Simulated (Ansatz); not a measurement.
MnO2: pressure and energy above lowest point against volume scale

All results are calculated (Ansatz 0.2.0). Free energy against uniform scaling of the volume at fixed shape and fractions; periodic cell, basis, potentials, k mesh and filling as listed.

The cell before it is scaled or strained (space group R-3m, No. 166):
```
MnO2
1.0
      1.4284     0.8247     4.5839
     -1.4284     0.8247     4.5839
      0.0000    -1.6494     4.5839
Mn O
1 2
Direct
  0.00000 0.00000 0.00000
  0.26436 0.26436 0.26436
  0.73564 0.73564 0.73564
```

Settings of every row: functional PBEsol; dispersion none; potentials PAW; wave cutoff 510 eV; density cutoff 2040 eV; k mesh 12x12x12; k shift 0x0x0; occupations fermi dirac; smearing width 0.1 eV; spin collinear; SCF threshold exponent -9.

Hubbard:
```csv
element,shell,u (eV),j (eV)
Mn,d,6.9,0.9
```

Limits: state may not be the lowest; stress loosely converged; the cell comes from a prototype or a list of computed structures and needn't be the stable phase; with one magnetic atom in the cell only parallel moments are possible.

```csv
row,volume scale,V (Å³/atom),pressure (GPa),energy above lowest point (meV/atom)
1,0.9,9.72,?,?
2,0.925,9.99,23.93,77.7
3,0.95,10.26,16.94,43.5
4,0.975,10.53,10.94,20.1
5,1,10.8,5.83,6.1
6,1.025,11.07,1.5,0
7,1.05,11.34,-2.14,0.6
8,1.075,11.61,-5.17,6.9
9,1.1,11.88,-7.67,17.7
```

Question: what pressure and energy above lowest point should row 1 give?

Worked fit of pressure. Take u = (V_r/V)^(2/3) − 1 with V_r = 10.935 Å³ an atom, which is twice the finite (Eulerian) strain; such expansions in the strain, on which the Birch-Murnaghan equation of state is built, carry the rest volume and the bulk modulus. The shown rows have u = 0.06211, 0.04339, 0.02548, 0.00832, -0.00815, -0.02395, -0.03915, -0.05376. Least squares give pressure = 3.575 + 262.85 × u + 1020.5 × u² + 395 × u³ GPa; a parabola predicts inner rows, each left out in turn, worse (root mean square 0.019 against 0.0056 GPa). The rows lie off it by 0.00, 0.01, 0.00, 0.00, 0.00, 0.00, 0.01, 0.00. The withheld row has u = 0.08169, so the fit gives 3.575 + 262.85 × (0.08169) + 1020.5 × (0.08169)² + 395 × (0.08169)³ = 32.07 GPa.

The calculation gave 32.04 GPa. The fit lies 0.03 GPa (0.076 % of the column's range) above it; its largest miss of a shown row is 0.01 GPa. This row lies beyond the range of the fit.

Worked fit of energy above lowest point. Take u = (V_r/V)^(2/3) − 1 with V_r = 10.935 Å³ an atom, which is twice the finite (Eulerian) strain; such expansions in the strain, on which the Birch-Murnaghan equation of state is built, carry the rest volume and the bulk modulus. The shown rows have u = 0.06211, 0.04339, 0.02548, 0.00832, -0.00815, -0.02395, -0.03915, -0.05376. Least squares give energy above lowest point = 2.18 + 367.4 × u + 12894 × u² + 12513 × u³ meV/atom; a parabola predicts inner rows, each left out in turn, worse (root mean square 0.6 against 0.088 meV/atom). The rows lie off it by 0.0, 0.1, 0.0, 0.0, 0.0, 0.0, 0.1, 0.0. The withheld row has u = 0.08169, so the fit gives 2.18 + 367.4 × (0.08169) + 12894 × (0.08169)² + 12513 × (0.08169)³ = 125.1 meV/atom.

The calculation gave 124.7 meV/atom. The fit lies 0.4 meV/atom (0.32 % of the column's range) above it; its largest miss of a shown row is 0.1 meV/atom. This row lies beyond the range of the fit.
